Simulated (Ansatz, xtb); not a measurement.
Two isomers of C5H5BO

We compare X, `O=CC1=CC=CB1`, a singlet, with Y, `O=CB1C=CC=C1`, a singlet. Both are isolated molecules in the gas phase, relaxed with B3LYP/def2-SVP; the shapes shown needn't be the lowest conformers.

X (Å):

```xyz
12

C    -1.7867    0.0623    0.5810
C    -0.3852    0.3341    0.2465
C     0.3974    1.1979    0.9408
C     1.7874    1.2782    0.3748
C     1.9366    0.4695   -0.6974
B     0.5382   -0.2483   -0.9163
O    -2.5075   -0.7038   -0.0225
H    -2.1760    0.6297    1.4700
H     0.0832    1.7820    1.8140
H     2.5520    1.9280    0.8129
H     2.8706    0.3799   -1.2554
H     0.2397   -1.0466   -1.7614
```

Y (Å):

```yaml
atoms:
  - { symbol: C, position_ang: [-1.7216, -0.1820, 0.8932] }
  - { symbol: C, position_ang: [0.8491, 0.9539, 1.2040] }
  - { symbol: C, position_ang: [1.8673, 1.0934, 0.3298] }
  - { symbol: C, position_ang: [1.4583, 0.7262, -1.0786] }
  - { symbol: C, position_ang: [0.1668, 0.3414, -1.1453] }
  - { symbol: B, position_ang: [-0.3362, 0.3376, 0.3554] }
  - { symbol: O, position_ang: [-2.5671, 0.6979, 0.9091] }
  - { symbol: H, position_ang: [-1.9763, -1.2209, 1.2382] }
  - { symbol: H, position_ang: [0.9269, 1.1620, 2.2723] }
  - { symbol: H, position_ang: [2.8842, 1.4237, 0.5673] }
  - { symbol: H, position_ang: [2.1631, 0.7766, -1.9154] }
  - { symbol: H, position_ang: [-0.3327, 0.0313, -2.0645] }
```

Quicker runs give these differences E(Y) − E(X): GFN2-xTB +59.2 kJ/mol; HF/STO-3G +29.6 kJ/mol (at GFN2-xTB geometries); r2SCAN-D4/def2-SVP +30.2 kJ/mol (at GFN2-xTB geometries).

Task: Estimate E(Y) − E(X) at the level CCSD(T)/def2-SVP + ΔMP2/def2-TZVPP.

Result: Calculated at CCSD(T)/def2-SVP + ΔMP2/def2-TZVPP: E(Y) − E(X) = +16.4 kJ/mol, so structure X lies lower.

The same difference at several levels:

```csv
level,geometry,E(Y) − E(X) (kJ/mol),departure from the last row (kJ/mol),"job, with rough time for the two"
GFN2-xTB,GFN2-xTB,+59.2,+42.9,"optimisation, 0.23 s"
HF/STO-3G,GFN2-xTB,+29.6,+13.3,"single point, 0.46 s"
r2SCAN-D4/def2-SVP,GFN2-xTB,+30.2,+13.9,"single point, 5.2 s"
B3LYP/def2-SVP,B3LYP/def2-SVP,+19.9,+3.6,"optimisation, 77 s"
HF/def2-SVP,B3LYP/def2-SVP,+29.2,+12.8,part of the CCSD(T) run
MP2/def2-SVP,B3LYP/def2-SVP,+24.0,+7.6,part of the CCSD(T) run
CCSD(T)/def2-SVP,B3LYP/def2-SVP,+19.9,+3.5,single point
CCSD(T)/def2-SVP + ΔMP2/def2-TZVPP,B3LYP/def2-SVP,+16.4,,"single point, 93 s"
```

As drawn, Y has 1 C–B, 1 C–H in place of 1 C–C, 1 B–H.

The levels shown agree on the order. The largest departure from CCSD(T)/def2-SVP + ΔMP2/def2-TZVPP is that of GFN2-xTB, 42.9 kJ/mol. The last row adds to CCSD(T) the change of the MP2 difference between the two basis sets, here −3.5 kJ/mol.

With thermal terms from frequencies at re-optimised GFN2-xTB minima (ideal gas, soft modes damped towards free rotors, one conformer each, 298.15 K, 1 atm): the zero-point term adds +1.2 kJ/mol; ΔH is +17.4 and ΔG +17.7 kJ/mol.

The correlated steps freeze 7 core orbitals. Run with Ansatz 0.2.0, xtb 6.7.1; the last row on 2 threads of Arm Neoverse V1 on a shared host.

The carbon-bound aldehyde X is favoured at every level, but only modestly once correlation is treated well. In X the formyl group lies in the ring plane, so its π system can conjugate with the adjacent C=C bond. In Y it stands almost perpendicular to the ring and loses π overlap with the ring, while an electron-withdrawing acyl carbon sits on an already electron-poor boron.

The twist does bring the oxygen lone pair and the formyl C–H bond into line with boron's formally empty p orbital. The narrow B–C–O angle in Y suggests weak donation from oxygen to boron, which would recover part of the loss. Correlation lowers the gap from +29.2 kJ/mol with HF to +19.9 kJ/mol with CCSD(T) in the same basis, probably because Hartree–Fock undervalues this compact donor–acceptor contact.

The thermal terms barely alter the preference, so it is essentially electronic. It says nothing about persistence, since boroles readily dimerise by Diels–Alder addition.
